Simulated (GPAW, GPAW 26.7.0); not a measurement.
# Ta 4f binding energy of bcc tantalum: effects of hole spacing and core-hole spin

## Reference data

The reference is a photoemission value for tantalum metal from a handbook table: "Electron binding energies" (2001, X-Ray Data Booklet, Lawrence Berkeley National Laboratory, Table 1-1; from Fuggle and Martensson, J. Electron Spectrosc. Relat. Phenom. 21, 275 (1980)). The table gives the 4f7/2 line at 21.6 eV below the Fermi level. Our calculation has no spin-orbit splitting of the core level, so the line was moved by +0.81 eV to the multiplicity-weighted centre of the 4f doublet, using the splitting from the same source. This gives 22.41 eV as the value to compare with. Two reservations belong to it, both our own: surface atoms contribute a shifted component to the 4f line, and energy calibration differs between instruments. Either can make sources scatter. The temperature of the measurement is not given with the value.

| compared with | measured | source's wording or label | method |
| --- | --- | --- | --- |
| Ta 4f (eV) | 22.41 | formed from the printed 21.6 eV (Ta 4f7/2 of the metal against the Fermi level) | photoemission, handbook table |

Conditions are those given with the value in the passage it was taken from; "not stated" means there, and the paper may say more elsewhere. The values are a selection: others may have been left out beforehand as unlike or outlying.

## Method

We want the cheapest level that places the Ta 4f centre within 0.3 eV of the reference. That target is well below the 0.81 eV between the 4f7/2 line and the doublet centre, so a pass could not come from confusing the two. It is also tighter than the error of about an electronvolt that semilocal functionals often make in absolute core levels, so success is not assured.

The binding energy is the total energy of a cell with one 4f hole, its electron added to the valence, minus that of the cell without the hole. All runs use bcc tantalum at the measured cell, so no error of a computed lattice constant enters. The core is scalar-relativistic, and its level need not coincide exactly with the weighted centre of the measured doublet. In runs without spin the hole is also spin-paired.

We begin with the primitive cell, where every atom carries a hole, and then dilute the holes. After that we examine whichever approximation the results put in question: the spin treatment of the hole, the functional or the numerical settings.

System: Ta (Tantalum); space group Im-3m, 1 atom in the base cell, measured (COD) cell.

On the selection of runs and values: Besides any runs that a report passes over, these were set aside when the results were gathered: 1 cell relaxed under the stress of an incomplete basis.

## 1. Two functionals in the primitive cell

The one-atom cell is the lightest model, and LDA and PBE are similarly cheap in it. Running both shows how much the functional matters before we pay for larger cells. We expect the holes, only 2.9 Å apart, to disturb the absolute level noticeably, so this pair serves as a starting point for the dilution and not as a basis for a verdict.

**Run 1.** GPAW 26.7.0: LDA; 1-atom cell, holes 2.9 A apart; electron kept in the cell (mesh 14x14x14, cutoff 420 eV, 1 atoms).

Key lines of the input:
```
atoms = Atoms(['Ta'],
              cell=[[-1.6529, 1.6529, 1.6529], [1.6529, -1.6529, 1.6529], [1.6529, 1.6529, -1.6529]],
              scaled_positions=[[0.0, 0.0, 0.0]],
              pbc=(True, True, True))
params = dict(mode=PW(420),
              xc='LDA',
              kpts={'size': (14, 14, 14), 'gamma': True},
              occupations=FermiDirac(0.08),
              nbands=-8,
              maxiter=200,
              txt='gs.txt')
hole.calc = GPAW(**{**params, 'charge': -1, 'txt': f'hole{i}.txt', 'setups': {**params.get('setups', {}), i: 'hole' + params.get('setups', {}).get(atoms[i].symbol, '')}})
out['levels'][i] = hole.get_potential_energy(force_consistent=True) + hole.calc.get_reference_energy() - e0
```

Command:
```
gpaw-setup -f LDA Ta > setup.log
gpaw-setup -f LDA --core-hole=4f,1.0 --name=hole Ta > setup.log
OMP_NUM_THREADS=1 mpirun -n 4 gpaw python run.py > run.log
```

Selected lines of the output:
```
[energy with the hole less without, eV] Ta 1 4f: 23.329
```

Converged; 25 s on 4 cores of Intel Xeon at 2.50GHz (Skylake/Cascade Lake), shared host.

**Run 2.** GPAW 26.7.0: PBE; 1-atom cell, holes 2.9 A apart; electron kept in the cell (mesh 14x14x14, cutoff 420 eV, 1 atoms).

Key lines of the input, as changed from run 1:
```diff
  params = dict(mode=PW(420),
-               xc='LDA',
+               xc='PBE',
```

Command:
```
gpaw-setup -f PBE Ta > setup.log
gpaw-setup -f PBE --core-hole=4f,1.0 --name=hole Ta > setup.log
OMP_NUM_THREADS=1 mpirun -n 4 gpaw python run.py > run.log
```

Selected lines of the output:
```
[energy with the hole less without, eV] Ta 1 4f: 23.305
```

Converged; 23 s on the same hardware.

| quantity | run 1 | run 2 | measured |
| --- | --- | --- | --- |
| Ta 4f (eV) | 23.33 | 23.30 | 22.41 |
| volume an atom (Å³) | 18.06 | 18.06 |  |

Both functionals put the level about 0.9 eV too deep, three times the target. They differ from each other by only 0.024 eV, so the choice between LDA and PBE hardly matters in this cell. That agreement does not validate either value, because both runs share the dense array of holes and the spin-paired core.

## 2. Diluting the holes at two cutoffs

The spacing of the holes is the most evident defect of the model, so we go to eight atoms with PBE, which moves the holes 5.7 Å apart. Seven neighbours without a hole can then take part in the screening. We expect a clear shift, but we cannot give its sign with confidence, since the added valence electron also moves the Fermi level of the small cell.

The larger cell costs more, so we run it first at a reduced plane-wave cutoff and then at the usual one. The pair will show whether the cheaper basis is good enough for this energy difference.

**Run 3.** GPAW 26.7.0: PBE, cutoff at 70 % of the usual; 8-atom cell, holes 5.7 A apart; electron kept in the cell (mesh 8x8x8, cutoff 294 eV, 8 atoms).

Key lines of the input:
```
atoms = Atoms(['Ta', 'Ta', 'Ta', 'Ta', 'Ta', 'Ta', 'Ta', 'Ta'],
              cell=[[-3.3058, 3.3058, 3.3058], [3.3058, -3.3058, 3.3058], [3.3058, 3.3058, -3.3058]],
              scaled_positions=[[0.0, 0.0, 0.0], [0.0, 0.0, 0.5], [0.0, 0.5, 0.0], [0.0, 0.5, 0.5], [0.5, 0.0, 0.0], ...],
              pbc=(True, True, True))
params = dict(mode=PW(294),
              xc='PBE',
              kpts={'size': (8, 8, 8), 'gamma': True},
              occupations=FermiDirac(0.08),
              nbands=-8,
              maxiter=200,
              txt='gs.txt')
hole.calc = GPAW(**{**params, 'charge': -1, 'txt': f'hole{i}.txt', 'setups': {**params.get('setups', {}), i: 'hole' + params.get('setups', {}).get(atoms[i].symbol, '')}})
out['levels'][i] = hole.get_potential_energy(force_consistent=True) + hole.calc.get_reference_energy() - e0
```

Selected lines of the output:
```
[energy with the hole less without, eV] Ta 1 4f: 23.014
```

Converged; 54 s on 4 cores of Arm Neoverse V1, shared host.

**Run 4.** GPAW 26.7.0: PBE; 8-atom cell, holes 5.7 A apart; electron kept in the cell (mesh 8x8x8, cutoff 420 eV, 8 atoms).

Key lines of the input, as changed from run 3:
```diff
- params = dict(mode=PW(294),
+ params = dict(mode=PW(420),
```

Selected lines of the output:
```
Cutoff: 420.0 eV
Converged in 11 steps
Free energy:     -78.967199
Extrapolated:    -78.845548
Fermi level: 11.765
[energy with the hole less without, eV] Ta 1 4f: 22.981
```

Converged; 99 s on the same hardware.

| quantity | run 3 | run 4 | measured |
| --- | --- | --- | --- |
| Ta 4f (eV) | 23.01 | 22.98 | 22.41 |
| volume an atom (Å³) | 18.06 | 18.06 |  |

Moving the holes apart lowers the PBE level by 0.324 eV, from 23.305 to 22.981 eV. The primitive cell was therefore unsuitable for the absolute value, although a miss of 0.57 eV remains. The reduced cutoff changes the eight-atom result by only 0.033 eV, which is small beside both the target and the remaining miss. For a first estimate in this cell the cheaper basis would have been adequate.

## 3. Letting the core hole carry a spin

A further refinement of the basis is unlikely to remove the miss, so we turn to the physics of the hole. Without spin, the remaining 4f electrons are treated as paired, and the exchange energy of the unpaired one is missing. This makes the final state too high in energy and the binding energy too large, which is the sign of the error we see.

We therefore repeat the eight-atom PBE calculation with two spin channels and the hole in one of them. Tantalum itself is non-magnetic, so we expect the change to come mainly from the core hole and to lower the level. The second spin channel adds cost, but it addresses a known omission.

**Run 5.** GPAW 26.7.0: PBE with two spins; 8-atom cell, holes 5.7 A apart; electron kept in the cell (mesh 8x8x8, cutoff 420 eV, 8 atoms).

Key lines of the input, as changed from run 4:
```diff
  atoms = Atoms(['Ta', 'Ta', 'Ta', 'Ta', 'Ta', 'Ta', 'Ta', 'Ta'],
-               pbc=(True, True, True))
+               pbc=(True, True, True),
+               magmoms=[0.1, 0.1, 0.1, 0.1, 0.1, 0.1, 0.1, 0.1])
  params = dict(mode=PW(420),
-               txt='gs.txt')
+               txt='gs.txt',
+               mixer=MixerDif(0.05, 8, 80))
```

Selected lines of the output:
```
Cutoff: 420.0 eV
Converged in 14 steps
Free energy:     -78.967197
Extrapolated:    -78.845545
Fermi level: 11.765
[energy with the hole less without, eV] Ta 1 4f: 22.741
```

Converged; 6.8 min on 4 cores of AMD EPYC (Zen 3), shared host.

| quantity | run 5 | measured | deviation |
| --- | --- | --- | --- |
| Ta 4f (eV) | 22.74 | 22.41 | +0.33 |
| volume an atom (Å³) | 18.06 |  |  |

Giving the hole a spin lowers the level by about 0.24 eV, from 22.981 to 22.741 eV, in the expected direction. The free energy of the cell without a hole agrees with that of the run without spin to within 0.00001 eV, so the metal has stayed effectively non-magnetic and the change comes from the state with the hole. At 22.741 eV the result is 0.33 eV too deep, a narrow miss of our target.

## 4. A wider separation of the holes

The result exceeds the target by only about 0.03 eV, far less than the shift we found on first diluting the holes, so their remaining interaction has to be examined. We do this with PBE in a sixteen-atom cell, where they are 7.2 Å apart. Leaving out spin keeps the larger cell affordable and allows a direct comparison with the eight-atom run without spin. The result will measure how sensitive the level still is to cell size, but it cannot by itself turn the spin-polarised miss into a pass.

**Run 6.** GPAW 26.7.0: PBE; 16-atom cell, holes 7.2 A apart; electron kept in the cell (mesh 6x6x6, cutoff 420 eV, 16 atoms).

Key lines of the input:
```
atoms = Atoms(['Ta', 'Ta', 'Ta', 'Ta', 'Ta', 'Ta', 'Ta', 'Ta', 'Ta', 'Ta', 'Ta', 'Ta', 'Ta', 'Ta', 'Ta', 'Ta'],
              cell=[[-4.9587, 4.9587, 1.6529], [4.9587, -1.6529, 4.9587], [1.6529, 4.9587, -4.9587]],
              scaled_positions=[[0.0, 0.0, 0.0], [0.5, 0.0, 0.5], [0.4375, 0.125, 0.9375], [0.375, 0.25, 0.375], ...],
              pbc=(True, True, True))
params = dict(mode=PW(420),
              xc='PBE',
              kpts={'size': (6, 6, 6), 'gamma': True},
              occupations=FermiDirac(0.08),
              nbands=-12,
              maxiter=200,
              txt='gs.txt')
hole.calc = GPAW(**{**params, 'charge': -1, 'txt': f'hole{i}.txt', 'setups': {**params.get('setups', {}), i: 'hole' + params.get('setups', {}).get(atoms[i].symbol, '')}})
out['levels'][i] = hole.get_potential_energy(force_consistent=True) + hole.calc.get_reference_energy() - e0
```

Selected lines of the output:
```
[energy with the hole less without, eV] Ta 1 4f: 22.978
```

Converged; 13 min on 4 cores of Intel Xeon at 2.70GHz, shared host.

| quantity | run 6 | measured | deviation |
| --- | --- | --- | --- |
| Ta 4f (eV) | 22.98 | 22.41 | +0.57 |
| volume an atom (Å³) | 18.06 |  |  |

With the holes 7.2 Å apart the level is 22.978 eV, only 0.003 eV below the eight-atom result without spin. The mesh changed along with the cell, so this small difference is a combined effect. It gives no sign that the interaction between holes still causes the miss, and the eight-atom cell is large enough for our target.

## 5. Sampling, smearing and a third functional

The spin-polarised result lies outside the target by only about 0.03 eV, so small numerical effects matter to the verdict. We vary the eight-atom PBE calculation without spin in two ways, with a coarser 4×4×4 mesh and with a Fermi–Dirac width of 0.2 eV. Both act on the occupations near the Fermi level, where the added electron goes. The coarser mesh can reveal a sensitivity, but it cannot replace a denser one.

We add RPBE in the same cell, because the close agreement of LDA and PBE was found only with the crowded holes. We expect all three changes to be modest. Doing without spin keeps these comparisons cheap, and their shifts will serve as a guide to the sensitivity of the level, not as corrections to the spin-polarised value.

**Run 7.** GPAW 26.7.0: PBE, another k-point mesh; 8-atom cell, holes 5.7 A apart; electron kept in the cell (mesh 4x4x4, cutoff 420 eV, 8 atoms).

Key lines of the input, as changed from run 4:
```diff
  params = dict(mode=PW(420),
-               kpts={'size': (8, 8, 8), 'gamma': True},
+               kpts={'size': (4, 4, 4), 'gamma': True},
```

Selected lines of the output:
```
Free energy:     -79.135622
[energy with the hole less without, eV] Ta 1 4f: 23.010
```

Converged; 23 s on 4 cores of Arm Neoverse V2, shared host.

**Run 8.** GPAW 26.7.0: PBE, Fermi-Dirac width 0.2 eV; 8-atom cell, holes 5.7 A apart; electron kept in the cell (mesh 8x8x8, cutoff 420 eV, 8 atoms).

Key lines of the input, as changed from run 4:
```diff
  params = dict(mode=PW(420),
-               occupations=FermiDirac(0.08),
+               occupations=FermiDirac(0.2),
```

Selected lines of the output:
```
[energy with the hole less without, eV] Ta 1 4f: 23.035
```

Converged; 98 s on 4 cores of Arm Neoverse V1, shared host.

**Run 9.** GPAW 26.7.0: RPBE; 8-atom cell, holes 5.7 A apart; electron kept in the cell (mesh 8x8x8, cutoff 420 eV, 8 atoms).

Key lines of the input, as changed from run 4:
```diff
  params = dict(mode=PW(420),
-               xc='PBE',
+               xc='RPBE',
```

Command:
```
gpaw-setup -f RPBE Ta > setup.log
gpaw-setup -f RPBE --core-hole=4f,1.0 --name=hole Ta > setup.log
OMP_NUM_THREADS=1 mpirun -n 4 gpaw python run.py > run.log
```

Selected lines of the output:
```
[energy with the hole less without, eV] Ta 1 4f: 23.008
```

Converged; 66 s on 4 cores of Arm Neoverse V2, shared host.

| quantity | run 7 | run 8 | run 9 | measured |
| --- | --- | --- | --- | --- |
| Ta 4f (eV) | 23.01 | 23.04 | 23.01 | 22.41 |
| volume an atom (Å³) | 18.06 | 18.06 | 18.06 |  |

All three changes raise the level slightly: the coarser mesh by 0.029 eV, the larger smearing by 0.054 eV and RPBE by 0.027 eV. The coarser mesh moves the free energy of the cell without a hole by about 0.17 eV, so most of the sampling error cancels in the difference that gives the binding energy.

These shifts are small beside the miss of about 0.6 eV without spin, but comparable to the 0.03 eV by which the spin-polarised result exceeds the target. That result therefore remains a narrow miss, with a margin too thin to carry much weight. RPBE brings no improvement over PBE, and the small effect of the functional persists when the holes are well apart.

## Comparison with experiment

| run | settings | Ta 4f (eV) | deviation | cost |
| --- | --- | --- | --- | --- |
| 1 | LDA, 1-atom cell, holes 2.9 A apart, electron kept in the cell (mesh 14x14x14, cutoff 420 eV, 1 atoms) | 23.33 | +0.92 | 98 core-s |
| 2 | PBE, 1-atom cell, holes 2.9 A apart, electron kept in the cell (mesh 14x14x14, cutoff 420 eV, 1 atoms) | 23.30 | +0.89 | 93 core-s |
| 3 | PBE, cutoff at 70 % of the usual, 8-atom cell, holes 5.7 A apart, electron kept in the cell (mesh 8x8x8, cutoff 294 eV, 8 atoms) | 23.01 | +0.60 | 3.6 core-min |
| 4 | PBE, 8-atom cell, holes 5.7 A apart, electron kept in the cell (mesh 8x8x8, cutoff 420 eV, 8 atoms) | 22.98 | +0.57 | 6.6 core-min |
| 5 | PBE with two spins, 8-atom cell, holes 5.7 A apart, electron kept in the cell (mesh 8x8x8, cutoff 420 eV, 8 atoms) | 22.74 | +0.33 | 27 core-min |
| 6 | PBE, 16-atom cell, holes 7.2 A apart, electron kept in the cell (mesh 6x6x6, cutoff 420 eV, 16 atoms) | 22.98 | +0.57 | 52 core-min |
| 7 | PBE, another k-point mesh, 8-atom cell, holes 5.7 A apart, electron kept in the cell (mesh 4x4x4, cutoff 420 eV, 8 atoms) | 23.01 | +0.60 | 92 core-s |
| 8 | PBE, Fermi-Dirac width 0.2 eV, 8-atom cell, holes 5.7 A apart, electron kept in the cell (mesh 8x8x8, cutoff 420 eV, 8 atoms) | 23.04 | +0.62 | 6.5 core-min |
| 9 | RPBE, 8-atom cell, holes 5.7 A apart, electron kept in the cell (mesh 8x8x8, cutoff 420 eV, 8 atoms) | 23.01 | +0.60 | 4.4 core-min |
|  | measured | 22.41 |  |  |

Further runs on the same system, made beside this series (convergence steps with loose settings among them):

| further | settings | Ta 4f (eV) | deviation | cost |
| --- | --- | --- | --- | --- |
| F1 | PBEsol, 8-atom cell, holes 5.7 A apart, electron kept in the cell (mesh 8x8x8, cutoff 420 eV, 8 atoms) | 22.96 | +0.55 | 4.4 core-min |
|  | measured | 22.41 |  |  |

## Discussion

PBE with a spin-polarised core hole in the eight-atom cell places the Ta 4f centre at 22.74 eV, 0.33 eV too deep. Against the handbook value this narrowly misses our target of 0.3 eV, at a cost of 27 core-minutes. Determinations of one line can differ by a few tenths of an electronvolt, so an equally good measurement could close the gap or widen it. Against this reference no level in this report meets the target; the spin-polarised eight-atom run comes closest, with a miss at the edge of what a handbook value can resolve.

Two steps mattered, and both corrected real defects of the model. Moving the holes from 2.9 to 5.7 Å apart lowered the PBE level by about 0.32 eV, and giving the hole a spin lowered it by about 0.24 eV more. The sixteen-atom cell was the dearest run and barely moved the level, but it supports the smaller cell. The coarser mesh and wider smearing showed modest sensitivities without deciding so thin a margin. These checks apply to the runs without spin; a numerical check of the spin-polarised value itself is not shown in this report.

Changing the semilocal functional hardly helps: without spin, PBE, RPBE and PBEsol lie within about 0.05 eV of each other in the eight-atom cell. An error common to such functionals could account for the whole remainder, but its size is not shown in this report. The scalar-relativistic core level may also differ from the measured doublet centre, by an amount and sign not shown in this report. An unresolved surface component would probably not explain the miss: in metals with a less than half-filled d band it usually lies at higher binding energy, which would put the bulk line lower still.

[Logs are printed without paths, hosts, clocks, repeated set-up lines and the standing remarks that a program may print on its own settings, such as how far it seeks lower states.]

[The runs shown are a pick from a larger set of finished runs; failed, doubtful and other runs were left out of it ahead of writing. So were measured values far from every level or from commonly accepted values, and agreement can look better than it is. Lines of input and output are excerpts and may be shortened.]
